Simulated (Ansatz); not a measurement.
## A series in volume per atom on InF

Periodic Kohn-Sham DFT of a crystal at fixed atoms; pressure and stress are positive in compression; the energy is the free energy less that of spherical unpolarised free atoms; site moments are those in the method's own spheres, positive along +z. The results are calculated, by Ansatz 0.2.0.

Cell of the first row (space group F-43m, No. 216):
```
CELL_PARAMETERS angstrom
0.00000 2.94370 2.94370
2.94370 0.00000 2.94370
2.94370 2.94370 0.00000
ATOMIC_POSITIONS crystal
In 0.00000 0.00000 0.00000
F 0.25000 0.25000 0.25000
```

Settings of every row: method frozen-core PAW; functional PBE; relativity scalar; k mesh 13x13x13; filling fermi-dirac; smearing width 0.05 eV; wave cutoff 420 eV; paw set soft_2.

Atom start moment: 0 on all atoms.

Limits: the cell comes from a prototype or a list of computed structures and needn't be the stable phase.

```
row  volume per atom (Å³)  pressure (GPa)
  1                25.508           1.561
  2                26.308           0.725
  3                27.121           0.003
  4                27.935               ?
  5                28.749          -1.132
```

Question: what pressure should row 4 give?

Worked fit of pressure. Take u = (V_r/V)^(2/3) − 1 with V_r = 26.715 Å³ an atom, which is twice the finite (Eulerian) strain; such expansions in the strain, on which the Birch-Murnaghan equation of state is built, carry the rest volume and the bulk modulus. The shown rows have u = 0.0313, 0.01029, -0.01001, -0.04774. Least squares give pressure = 0.3491 + 35.66 × u + 97.17 × u² GPa; a straight line predicts inner rows, each left out in turn, worse (root mean square 0.095 against 0.0028 GPa). The rows lie off it by 0.001, -0.001, 0.001, 0.000. The pressure vanishes at u = -0.0101, or V = 27.12 Å³ an atom, and there the bulk modulus at fixed shape and fractions is B = −V dP/dV = (2/3)(1 + u) dP/du = 22.2 GPa. The withheld row has u = -0.02933, so the fit gives 0.3491 + 35.66 × (-0.02933) + 97.17 × (-0.02933)² = -0.613 GPa.

The calculation gave -0.611 GPa. The fit lies 0.002 GPa (0.074 % of the column's range) below it; its largest miss of a shown row is 0.001 GPa.
